The five lowest computed singlet states of this planar vinylborane ether differ mainly in where the electron comes from, not in where it goes. In every state it arrives chiefly in the same π* orbital, the lowest unoccupied one (LUMO). If it leaves the π system, the transition can be bright; if it leaves the σ framework in the molecular plane, the transition is almost dark. The strong band is the second state, with 89 % of the summed oscillator strength of the five, and a dark state lies beneath it.

Five lowest computed singlet excited states of neutral C=CBOC (C3H7BO), from PySCF 2.14.0 with full linear-response TDDFT (no Tamm–Dancoff approximation) at the CAM-B3LYP/6-31G(d) level on the GFN2-xTB geometry. The leading pair weight refers to natural transition orbitals.

```tsv
row	excitation energy (eV)	oscillator strength	leading pair weight	hole electron distance (Å)	hole electron overlap
1	6.073	0.000	0.988	0.462	0.529
2	6.757	0.502	0.975	0.719	0.752
3	7.562	0.001	0.939	0.874	0.507
4	8.441	0.060	0.976	1.990	0.675
5	8.637	0.000	0.976	0.236	0.557
```

The vacancy that the electron leaves behind is called the hole. The hole–electron distance separates the centres of the two distributions, and the overlap measures how far they occupy the same space. The leading pair weight is the share of a state that one best-chosen pair of hole and electron orbitals describes. It is above 0.9 in every row, so each state can be read as one hole and one electron.

### The symmetry of the hole decides the intensity

All heavy atoms lie in one plane, and reflection in that plane sorts the orbitals. The π orbitals change sign under it and the σ orbitals do not. By this test, rows 2 and 4 are π→π* states, while rows 1, 3 and 5 are σ→π* states. The overlap shows the same division: it averages 0.71 for the π holes and 0.53 for the σ holes. The reason is geometrical, since a π* orbital vanishes in the plane, where a σ hole is densest.

The oscillator strength $f$ depends on the excitation energy $E$ and the transition dipole $\mu$, both in atomic units:

$$f=\tfrac{2}{3}\,E\,\mu^2 .$$

This is a definition and therefore no test of the explanation, but it shows which factor matters. The excitation energies differ by far less than a factor of two, whereas the dipoles range from 0.014 to 1.74 atomic units. The pattern of bright and dark states is thus a pattern of dipoles.

Row 2 shows the favourable case. Hole and electron are both π-like, so symmetry allows a dipole within the plane, and the calculation finds it mainly along the chain. Charge can then oscillate over the length of the conjugated C=C–B unit, which gives a large dipole.

Row 1 shows the unfavourable one. Between a σ hole and a π* electron, symmetry allows only a dipole perpendicular to the plane. Such a transition is not forbidden, but it is weak. On any one atom, a step from an in-plane p orbital to the perpendicular p orbital has no dipole at all, so the small dipole that remains should come mainly from the s character of the hole and from contributions between neighbouring atoms. The same argument covers rows 3 and 5, and none of the three dipoles exceeds about 0.05 atomic units.

Row 4 warns that a π hole permits intensity but does not guarantee it. Its squared dipole is about ten times smaller than that of row 2, although its overlap is nearly as high. The overlap carries no sign, whereas the dipole is a sum of signed contributions from different parts of the molecule. Cancellation among them is a likely cause of the weakness, but it has not been tested here.

### The position of the hole decides the distance

Row 4 is also the irregular row in distance, with 1.99 Å against less than 0.9 Å in every other row. The direction of the shift, which the distance alone conceals, explains why. In row 2 the electron moves from the vinyl group towards boron, whose formally empty p orbital can mix into the π* orbital. In row 4 it moves the opposite way along the chain, from the oxygen side back towards the vinyl group.

A simple model makes this quantitative. It assumes that the electron has the same centre in rows 2 and 4, and that the hole of row 2 sits at the middle of the C=C bond, near $(-2.0,\,-0.1)$ Å in the molecular plane. Adding the computed shift of row 2, about $(0.7,\,0.3)$ Å, puts the electron near $(-1.3,\,0.2)$ Å. If the hole of row 4 sat on the oxygen atom, near $(1.1,\,-0.4)$ Å, the distance would be

$$d\approx\sqrt{(1.1+1.3)^2+(-0.4-0.2)^2}\ \text{Å}\approx 2.5\ \text{Å}.$$

Row 2 fixes the position of the electron; the distance in row 4 was not used. The estimate accounts for the outlier in kind, but it is 24 % longer than the computed distance. A hole centred at the middle of the B–O bond gives 1.86 Å, which is 7 % too short. The closer match is misleading, however, because the computed shares of the hole on the atoms put its centre on oxygen. The error lies in the assumed starting point. The hole of row 2 is centred nearer to boron than the middle of the C=C bond, so the model places the electron too far towards the vinyl end.

The hole of row 4 is best read as an oxygen lone pair of π type that spreads onto its neighbours. Oxygen carries 46 % of it, the methyl group about 28 %, boron 15 % and the vinyl carbons only about 9 %. The output printed after the text gives the hole positions that the model implies for all five rows. They rest on the same faulty starting point, which in rows 2 and 4 puts the hole too far towards the vinyl end, so they should not be taken as computed positions.

A short distance, in turn, does not mean that little charge moves. Row 5 has the shortest distance of all, yet the same calculation finds more density rearranged there than in row 2. Its hole and electron differ in shape but have nearly the same centre. The distance therefore reveals a one-sided shift, as in row 4, and overlooks a balanced one. The densities used here are also unrelaxed: they leave out how the other electrons readjust, which often reduces the shift of charge.

### Why a dark state comes first

If orbital energies alone set the order, row 2 would be the lowest state, because it is the transition from the highest occupied orbital (HOMO) to the LUMO. Row 1 starts mainly from the next orbital down and still lies 0.68 eV lower. In the simplest picture of a singlet state with one hole and one electron,

$$E=\Delta\varepsilon-J+2K .$$

Here $\Delta\varepsilon$ is the gap between the two orbitals, $J$ the attraction between electron and hole, and $K$ their exchange repulsion.

The HOMO–LUMO gap is 9.50 eV, and row 2 lies 2.75 eV below it. The orbital gap of row 1 cannot be smaller, since its hole lies deeper, so its excitation energy must lie at least 3.43 eV below its own gap. The numbers thus show that the interaction of hole and electron favours the dark state. They do not show how much of the advantage comes from $J$ and how much from $K$.

Theory points to exchange as an important part. $K$ is the repulsion of the transition density, the product of the hole and electron orbitals, with itself. In row 2 this density is large and has opposite signs towards the two ends of the conjugated unit, which is also why the dipole is large. In row 1 the two orbitals overlap less, and their product changes sign across the molecular plane, so its self-repulsion should be smaller. The property that makes row 2 bright therefore also helps to push it up.

Rows 3 and 4 repeat the inversion. Row 4 has the shallower hole but lies 0.88 eV higher. Its hole is also farther from the electron, which should weaken the attraction, and exchange may add to the effect. Both would raise row 4 relative to row 3, and the table does not separate them.

Row 5 comes last, with a hole drawn largely from a still deeper σ orbital. It lies only 0.2 eV above row 4, which is within the usual error of such calculations, so the order of these two states is not secure. Their closeness is accidental: a molecule whose only symmetry is a mirror plane has no degeneracy imposed by symmetry.

For a similar planar molecule whose low states also share one π* orbital, the first step is to find the symmetry of each hole, which tells whether strong absorption is possible. The second is to locate the hole relative to the shared electron orbital, which tells how far charge shifts. Only then should the orbital energies be used to guess the order, with bright π→π* states moved up relative to σ→π* states.

The order of the first two states is the point most in need of a further calculation. The basis has no diffuse functions, which in alkenes lower the bright π→π* state and bring in Rydberg states close to it. These five states may therefore not be the true lowest five. The calculation also covers only one conformer in the gas phase. A solvent could shift the bright and dark states differently, and a twisted conformer would lose the mirror plane on which the sorting into σ and π rests. Would the dark σ→π* state still lie below the bright one in a basis that describes both valence and Rydberg states well?

Numerical output:

```
Dipole and inferred hole centroid:
  row  transition dipole (a.u.)  f from dipole and energy  hole x (angstrom)  hole y (angstrom)
    1                     0.014                 2.916e-05             -0.853               0.16
    2                     1.742                    0.5024             -1.975               -0.1
    3                   0.05204                 0.0005017             -0.472             -0.051
    4                    0.5402                   0.06036              0.643             -0.179
    5                     0.046                 0.0004478             -1.456             -0.004
Share of row 2 in the summed oscillator strength (%): 89.17
Squared dipole of row 2 over that of row 4: 10.4
Excitation energy of row 2 over that of row 4: 0.8005
Mean overlap of the rows with a pi hole: 0.7135
Mean overlap of the rows with a sigma hole: 0.531
HOMO-LUMO gap (eV): 9.504
Gap less excitation energy in row 2 (eV): 2.747
Least lowering from the orbital gap in row 1 (eV): 3.431
Row 2 above row 1 (eV): 0.684
Row 4 above row 3 (eV): 0.879
Row 5 above row 4 (eV): 0.196
Distance in row 4 predicted for a hole on O (angstrom): 2.469
Miss of the hole on O (angstrom): 0.4793
Distance in row 4 predicted for a hole at the middle of B-O (angstrom): 1.859
Miss of the hole at the middle of B-O (angstrom): -0.1309
```
